**Student.** The notes write Blöchl's (1994) transformation as $T=1+\sum_i(|\phi_i\rangle-|\tilde\phi_i\rangle)\langle\tilde p_i|$ and derive it for a complete set of partial waves. A copper dataset has two d waves. Why should anything survive?

**Lecturer.** Look at where completeness is used. Put $T=1+S$ with $S$ acting only inside the sphere $r<r_c$. The demand $T\tilde\phi_i=\phi_i$ gives $S\tilde\phi_i=\Delta_i\equiv\phi_i-\tilde\phi_i$, which vanishes outside. If $\tilde\psi=\sum_ic_i\tilde\phi_i$ in the sphere, linearity makes each $c_i$ a linear functional $\langle\tilde p_i|\tilde\psi\rangle$, localised in the sphere. Inserting $\tilde\psi=\tilde\phi_j$, with the $\tilde\phi_i$ linearly independent, gives $\langle\tilde p_i|\tilde\phi_j\rangle=\delta_{ij}$. Then $P=\sum_i|\tilde\phi_i\rangle\langle\tilde p_i|$ obeys $P^2=P$ by duality alone. Completeness enters at the "if", and it is what makes $P\tilde\psi=\tilde\psi$ inside the sphere.

**Student.** So with two waves the derivation has a gap.

**Lecturer.** It has a choice. The conditions fix $S$ only on the span of the $\tilde\phi_i$. We choose projectors dual to them and set $S(1-P)=0$. That $T$ has determinant $\det\langle\tilde p_i|\phi_j\rangle$. If this is non-zero, every $\psi$ is $T\tilde\psi$ for some $\tilde\psi$, and $T^\dagger AT$ is an exact representation of any operator $A$.

**Student.** Then truncation costs nothing, and I don't believe that.

**Lecturer.** It costs nothing until we evaluate $T^\dagger AT$ the practical way. Define $\psi^1=\sum_ic_i\phi_i$, $\tilde\psi^1=P\tilde\psi$ and the remainder $\chi=\tilde\psi-\tilde\psi^1$, for which duality gives $\langle\tilde p_i|\chi\rangle=0$. Then $T\tilde\psi=\chi+\psi^1$ and $\tilde\psi=\chi+\tilde\psi^1$. Expand both expectation values of a Hermitian $A$ and subtract. The $\chi\chi$ terms cancel:

$$\langle T\tilde\psi|A|T\tilde\psi\rangle=\langle\tilde\psi|A|\tilde\psi\rangle+\langle\psi^1|A|\psi^1\rangle-\langle\tilde\psi^1|A|\tilde\psi^1\rangle+2\,\mathrm{Re}\langle\psi^1-\tilde\psi^1|A|\chi\rangle .$$

PAW keeps three terms and drops the fourth, which couples the plane-wave grid to the radial grid. For local $A$ it samples $\chi$ only inside the sphere, where completeness makes it zero. That term is what the practical evaluation changes. With $A=1$ it is the excess of the norm of $T\tilde\psi$ over the three-term norm, $\delta N=2\langle\psi^1-\tilde\psi^1|\chi\rangle$ for real functions.

**Student.** An identity is no estimate. What is $\chi$ for a real state?

**Lecturer.** Take one sphere, a spherical potential and one $l=2$, $m$ channel, with radial functions multiplied by $r$, in Hartree atomic units. Let the two waves be $\phi$, the solution at energy $\varepsilon_0$ normalised in the sphere, and its energy derivative $\dot\phi$:

$$(H-\varepsilon_0)\phi=0,\quad(H-\varepsilon_0)\dot\phi=\phi,\quad\langle\phi|\dot\phi\rangle=0,\quad p\equiv\langle\dot\phi|\dot\phi\rangle .$$

The pseudo waves $\tilde\phi_1,\tilde\phi_2$ match $\phi_1=\phi$ and $\phi_2=\dot\phi$ in value and slope at $r_c$. For a model I can solve on the board, let the pseudo Hamiltonian $\tilde H$ have a constant potential equal to $\varepsilon_0$ inside the sphere, and the true one outside. Then $(\tilde H-\varepsilon_0)r^n=-\tfrac12(n-3)(n+2)r^{n-2}$. Take both pseudo waves as combinations of $r^3$ and $r^5$. The usual projectors span $(\tilde H-\varepsilon_0)\tilde\phi_1$ and $(\tilde H-\varepsilon_0)\tilde\phi_2-\tilde\phi_1$, which here is again the span of $r^3$ and $r^5$, cut off at $r_c$. So $\chi$ is orthogonal to both powers in the sphere.

**Student.** And the equation that fixes it?

**Lecturer.** At energy $\varepsilon=\varepsilon_0+\delta$ PAW solves

$$(\tilde H-\varepsilon)\tilde\psi+\sum_{ij}\tilde p_i\left[\langle\phi_i|H-\varepsilon|\phi_j\rangle-\langle\tilde\phi_i|\tilde H-\varepsilon|\tilde\phi_j\rangle\right]c_j=0,$$

with brackets taken over the sphere. Multiply by $\tilde\phi_i$ and integrate over the sphere. Duality cancels the $\tilde\psi^1$ parts and leaves $\langle\tilde\phi_i|\tilde H-\varepsilon|\chi\rangle+\langle\phi_i|H-\varepsilon|\psi^1\rangle=0$. Integrate the first term by parts. The volume piece vanishes because $(\tilde H-\varepsilon)\tilde\phi_i$ lies in the projector span. The surface piece is $-\tfrac12W[\phi_i,\chi]$, with $W[f,g]=fg'-f'g$ at $r_c$. Set $c_1=1$, so that $(H-\varepsilon)\psi^1=(c_2-\delta)\phi-\delta c_2\dot\phi$. The two conditions are

$$c_2=\delta+\tfrac12W[\phi,\chi],\qquad -\tfrac12W[\dot\phi,\chi]=p\,\delta\,c_2 .$$

Hence $c_2=\delta+O(\delta^2)$ and $\chi=O(\delta^2)$. At that order $(\tilde H-\varepsilon_0)\chi$ lies in the span of $r^3,r^5$, so $\chi$ contains only $r^3,r^5,r^7$. Orthogonality fixes its shape, with $s=r/r_c$:

$$J=s^3(63-198s^2+143s^4),\qquad J(r_c)=8,\qquad J'(r_c)=200/r_c .$$

Thus $\chi=\delta^2\mathcal AJ$ with $\mathcal A=-2p/W[\dot\phi,J]$. Since $J$ is orthogonal to the pseudo waves,

$$\delta N=2\mathcal A\langle\phi|J\rangle\,\delta^2+O(\delta^3)=-\frac{4p\,\langle\phi|J\rangle}{W[\dot\phi,J]}\,\delta^2+O(\delta^3).$$

**Student.** Datasets use two different energies, though.

**Lecturer.** Then $c_1,c_2$ become the linear interpolation weights between $\varepsilon_1$ and $\varepsilon_2$, and $(H-\varepsilon)\psi^1=-(\varepsilon-\varepsilon_1)(\varepsilon-\varepsilon_2)(\phi_1-\phi_2)/(\varepsilon_1-\varepsilon_2)$. That is the source of $\chi$, so at leading order $\delta^2$ turns into $(\varepsilon-\varepsilon_1)(\varepsilon-\varepsilon_2)$. So $\chi$ and $\delta N$ vanish and change sign at each reference energy, with one sign between the two and the opposite sign outside.

**Student.** Now copper. You can't solve the real potential on the board.

**Lecturer.** No, so the numbers are a model's. Take $\phi\propto r^3e^{-\zeta r}$, the solution for $v-\varepsilon_0=-3\zeta/r+\zeta^2/2$. Writing $\dot\phi=\phi f$ gives $(\phi^2f')'=-2\phi^2$. With $t=2\zeta r$,

$$\dot\phi=-\frac{2\phi\,[G(t)-\bar G]}{(2\zeta)^2},\qquad G(t)=\sum_{k\ge0}\frac{6!\;t^{k+2}}{(7+k)!\,(k+2)},$$

where $\bar G$ is the average of $G$ over $\phi^2$ in the sphere. The Wigner–Seitz radius of fcc copper, the wiring metal of chips, is approximately $R_{\rm WS}=8/3$ bohr. I set $2\zeta R_{\rm WS}=15$, so $\zeta=2.81$ bohr$^{-1}$. Put the band top where $\phi+\delta\dot\phi$, built with the normalisation of the Wigner–Seitz sphere, vanishes at $R_{\rm WS}$, and the bottom where the slope of $(\phi+\delta\dot\phi)/r$ vanishes there. The edges are $\delta=-2.1$ and $+1.2$ eV and the width is 3.3 eV. I chose $\zeta$ to land near the typical d-band width of about 3 eV, so this is a fit and tests nothing. For the sphere take $2\zeta r_c=13$, or $r_c=2.31$ bohr, a typical size, below the touching radius of 2.41 bohr so that spheres do not overlap.

| quantity (atomic units) | value |
|---|---|
| $\phi(r_c)$ | 0.296 |
| $\dot\phi(r_c)$ | $-2.13$ |
| $\dot\phi'(r_c)$ | $-3.53$ |
| $p$ | 1.322 |
| $W[\dot\phi,J]$ | $-156.2$ |
| $\langle\phi\vert J\rangle$ | 1.413 |
| $\mathcal A$ | 0.0169 |

The natural energy scale is $p^{-1/2}=23.7$ eV, and $\delta N=0.048\,\delta^2$ with $\delta$ in Ha, equivalently $0.036\,p\delta^2$.

**Student.** So near the band bottom?

**Lecturer.** There $|\delta|\approx2$ eV $=0.0735$ Ha, and the leading term is $\delta N=2.6\times10^{-4}$. The remainder has norm $\|\chi\|=\delta^2\mathcal A\sqrt{64r_c/15}=2.9\times10^{-4}$. The next order has relative size about $\sqrt p\,|\delta|=0.085$, so trust one figure. The model can also be solved without expanding, since $\tilde\psi$ is $rj_2(\sqrt{2\delta}\,r)$ plus $r^3$ and $r^5$ terms. At $\delta=\pm2$ eV this keeps $\delta N$ between $2\times10^{-4}$ and $3\times10^{-4}$.

**Student.** Small compared with what?

**Lecturer.** With the term PAW keeps. Matching gives $\tilde\phi_1=\phi(r_c)\,(17s^3-13s^5)/4$, whose norm is 0.095, so the one-centre overlap supplies 0.90 of an electron. The dropped piece is more than three orders of magnitude below that. Spread ten d electrons evenly over the band, each counted as lying wholly in the sphere, and the norms of the reconstructed orbitals exceed the three-term norms by $7\times10^{-4}$ electron per atom in total.

**Student.** So PAW misses that charge?

**Lecturer.** No. $\delta N$ compares two evaluations on the same $\tilde\psi$, and $T\tilde\psi$ itself departs from the exact solution at order $\delta^2$. Write the exact solution as $\phi_\varepsilon=\phi+\delta\dot\phi+\delta^2\eta+\dots$, scaled so that $\langle\phi|\phi_\varepsilon\rangle=1$. Then $(H-\varepsilon_0)\eta=\dot\phi$, $\langle\phi|\eta\rangle=0$, and the norm is $1+p\delta^2+2q\delta^3$ with $q=\langle\dot\phi|\eta\rangle=0.426$. Since $\chi$ is orthogonal to $\tilde\psi^1$, the three-term norm is $1+pc_2^2+\langle\chi|\chi\rangle=1+p\delta^2+2pw\delta^3$, where $c_2=\delta+w\delta^2$ and $w=\tfrac12\mathcal AW[\phi,J]=0.247$. At $r_c$ use $W[\phi,\dot\phi]=-2$. The Wronskian with $\phi$ is $-2\delta$ for both $\phi_\varepsilon$ and $\tilde\psi$. The one with $\dot\phi$ is $2-2p\delta^2-2q\delta^3$ for $\phi_\varepsilon$ and $2-2p\delta^2-2pw\delta^3$ for $\tilde\psi$. Value and slope therefore agree through $\delta^2$, and so the three-term norm is right through $\delta^2$. It is $T\tilde\psi$ that carries $\delta N$ too much. Matching the amplitude at $r_c$ rescales $\tilde\psi$ by $1+(pw-q)\delta^3$, which leaves a sphere-norm error of $4(pw-q)\,\delta^3=-0.40\,\delta^3$ at leading order, or $1.6\times10^{-4}$ at $\delta=-2$ eV. What is wrong at order $\delta^2$ is the shape of the three-term density, by $2\delta^2(w\phi\dot\phi+\mathcal A\tilde\phi_1J-\phi\eta)$, which integrates to zero over the sphere.

**Student.** I still find it odd. The difference $\phi-\tilde\phi_1$ is of order one for a nodeless 3d wave. Why is the product small?

**Lecturer.** It is small only through $\chi$. Indeed $2\|\chi\|$ is within about a factor two of $\delta N$, so the overlap with the contracted wave gives little further help. The band is narrow on the scale $p^{-1/2}$, and two waves remove the zeroth and first orders in $\delta$. The plane waves do carry $\chi$. What the three-term form omits is only its interference with $\psi^1-\tilde\psi^1$.

**Student.** And band energies? An error of second order in $\delta$ there would worry me.

**Lecturer.** They do better. PAW uses $\tilde v$ in the smooth terms, so the same subtraction for $H-\varepsilon$ gives, over the sphere,

$$2\langle\chi|(H-\varepsilon)\psi^1-(\tilde H-\varepsilon)\tilde\psi^1\rangle+\langle\chi|v-\tilde v|\chi\rangle .$$

The pseudo part vanishes because $\chi$ is orthogonal to the projector span, and $(H-\varepsilon)\psi^1=O(\delta^2)$. Both terms are $O(\delta^4)$. The reconstructed $T\tilde\psi$ departs from the exact solution at $O(\delta^2)$, which by stationarity shifts the eigenvalue at $O(\delta^4)$ as well. The shape of the density feels the truncation first, at $\delta^2$, then the sphere norm at $\delta^3$, then the eigenvalue at $\delta^4$.

**Student.** How far do these numbers describe copper itself?

**Lecturer.** As an order of magnitude, for this placement of the reference energy. One exponent cannot give both the tail and the peak: the model orbital has $\langle r\rangle=7/(2\zeta)=1.24$ bohr, while the Cu 3d shell is typically near 1 bohr, more contracted. Real projectors are smoother than my truncated polynomials. The placement matters most. With $\varepsilon_1=\varepsilon_0$ and the second wave 10 eV higher, the factor in $\chi$ at $\delta=-2$ eV is $2\times12=24$ eV$^2$ instead of 4 eV$^2$, six times larger at leading order. That is the price of covering empty states, where the confluent pair degrades as $\delta^2$ and a third partial wave becomes the remedy.